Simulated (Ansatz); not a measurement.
# LiRe3: pressure and energy above lowest point against volume scale

Results calculated with Ansatz 0.2.0, not measured. Free energy against uniform scaling of the volume at fixed shape and fractions; periodic cell, basis, potentials, k mesh and filling as listed.

The cell before it is scaled or strained (space group Fm-3m, No. 225):
```
CELL_PARAMETERS angstrom
0.00000 3.05290 3.05290
3.05290 0.00000 3.05290
3.05290 3.05290 0.00000
ATOMIC_POSITIONS crystal
Li 0.00000 0.00000 0.00000
Re 0.75000 0.75000 0.75000
Re 0.25000 0.25000 0.25000
Re 0.50000 0.50000 0.50000
```

Settings of every row: functional PBE; dispersion none; potentials PAW; wave cutoff 500 eV; density cutoff 2000 eV; k mesh 7x7x7; k shift 0x0x0; occupations methfessel paxton; smearing width 0.1 eV; spin none.

Limits: coarse k mesh, up to 40 meV an atom off; no spin-orbit coupling, which can matter with elements this heavy; the cell comes from a prototype or a list of computed structures and needn't be the stable phase.

| row | volume scale | V (Å³/atom) | pressure (GPa) | energy above lowest point (meV/atom) |
| --- | --- | --- | --- | --- |
| 1 | 0.92 | 13.089 | 22.71 | 66.1 |
| 2 | 0.9467 | 13.469 | ? | ? |
| 3 | 0.9733 | 13.847 | 4.87 | 2.7 |
| 4 | 1 | 14.227 | -2.38 | 0 |
| 5 | 1.0267 | 14.607 | -8.69 | 13.3 |
| 6 | 1.0533 | 14.985 | -14.16 | 40.5 |
| 7 | 1.08 | 15.365 | -18.88 | 79.8 |

Question: what pressure and energy above lowest point should row 2 give?

Worked fit of pressure. Take u = (V_r/V)^(2/3) − 1 with V_r = 14.417 Å³ an atom, which is twice the finite (Eulerian) strain; such expansions in the strain, on which the Birch-Murnaghan equation of state is built, carry the rest volume and the bulk modulus. The shown rows have u = 0.06654, 0.02726, 0.00888, -0.00869, -0.02543, -0.04157. Least squares give pressure = −5.658 + 359.61 × u + 1001.6 × u² GPa; a straight line predicts inner rows, each left out in turn, worse (root mean square 1.2 against 0.02 GPa). The rows lie off it by 0.00, -0.02, 0.01, 0.02, 0.00, 0.00. The pressure vanishes at u = 0.0151, or V = 14.1 Å³ an atom, and there the bulk modulus at fixed shape and fractions is B = −V dP/dV = (2/3)(1 + u) dP/du = 264 GPa. The withheld row has u = 0.04639, so the fit gives −5.658 + 359.61 × (0.04639) + 1001.6 × (0.04639)² = 13.18 GPa.

The calculation gave 13.18 GPa. The fit meets it to the printed digit.

Worked fit of energy above lowest point. Take u = (V_r/V)^(2/3) − 1 with V_r = 14.417 Å³ an atom, which is twice the finite (Eulerian) strain; such expansions in the strain, on which the Birch-Murnaghan equation of state is built, carry the rest volume and the bulk modulus. The shown rows have u = 0.06654, 0.02726, 0.00888, -0.00869, -0.02543, -0.04157. Least squares give energy above lowest point = 4.8 − 764.8 × u + 25137 × u² + 3045 × u³ meV/atom; a parabola predicts inner rows, each left out in turn, worse (root mean square 0.15 against 0.061 meV/atom). All shown rows lie on it to the printed digit. Its lowest point lies at u = 0.0152, or V = 14.1 Å³ an atom, and the curvature there gives the bulk modulus at fixed shape and fractions, B = (4/9)(1 + u)² E″(u)/V = 263 GPa. The withheld row has u = 0.04639, so the fit gives 4.8 − 764.8 × (0.04639) + 25137 × (0.04639)² + 3045 × (0.04639)³ = 23.7 meV/atom.

The calculation gave 23.9 meV/atom. The fit lies 0.2 meV/atom (0.25 % of the column's range) below it; its largest miss of a shown row is 0.0 meV/atom.
